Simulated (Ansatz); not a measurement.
## The HOMO–LUMO gap down a group: F to I

All atoms of one element are swapped for its congeners: CHBrF2 (bromodifluoromethane) `FC(F)Br`; CHBrCl2 (bromodichloromethane) `ClC(Cl)Br`; CHBrI2 (bromodiiodomethane) `BrC(I)I`. The Br member is missing. All are singlets with charge 0.

Shapes, held fixed at every level: PBE0-D4/def2-TZVP. Programs: Ansatz 0.2.0. Values in eV.

| level | CHBrF2 | CHBrCl2 | CHBrI2 |
| --- | --- | --- | --- |
| SPW92/def2-TZVPP | 5.90 | 4.78 | 2.94 |
| PBE-D4/def2-TZVPP | 5.96 | 4.82 | 2.96 |
| r2SCAN-D4/def2-TZVPP | 6.53 | 5.28 | 3.30 |
| B3LYP-D4/def2-TZVPP | 7.76 | 6.64 | 4.47 |
| BHLYP-D4/def2-TZVPP | 10.61 | 9.46 | 6.83 |
| r2SCAN0-D4/def2-TZVPP | 8.71 | 7.46 | 5.13 |
| wB97X-V/def2-TZVPP | 13.07 | 11.86 | 9.28 |

At wB97X-V/def2-TZVPP the HOMO–LUMO gap falls at every step, from 13.07 to 9.28 eV. Every level shows the same order. For atoms past krypton def2 sets carry core potentials with scalar relativity. Relativity is left out for Br unless named. Orbital gaps aren't excitation energies, and the LUMO depends on the basis.

The gap narrows from the fluoride through the chloride to the iodide with every functional, so the ordering doesn't hinge on the treatment of exchange, although the size of the gap does. The retained bromine matters to the reading. In CHBrF2 the fluorine lone pairs lie deep, so the frontier orbitals are probably a bromine 4p lone pair and a C–Br σ* orbital, and the gap reflects bromine more than fluorine. Chlorine can mix into both and adds low-lying C–Cl σ* character. In CHBrI2 the diffuse, weakly bound iodine 5p lone pairs should take over the HOMO, while the long, weak C–I bonds supply a low σ* LUMO, closing the gap from both sides.

The larger drop from chloride to iodide spans two periods, so it doesn't show that the trend steepens down the group. Spin–orbit coupling, which scalar relativity omits, would split the iodine lone-pair levels and probably narrow the CHBrI2 gap somewhat further, reinforcing the order.
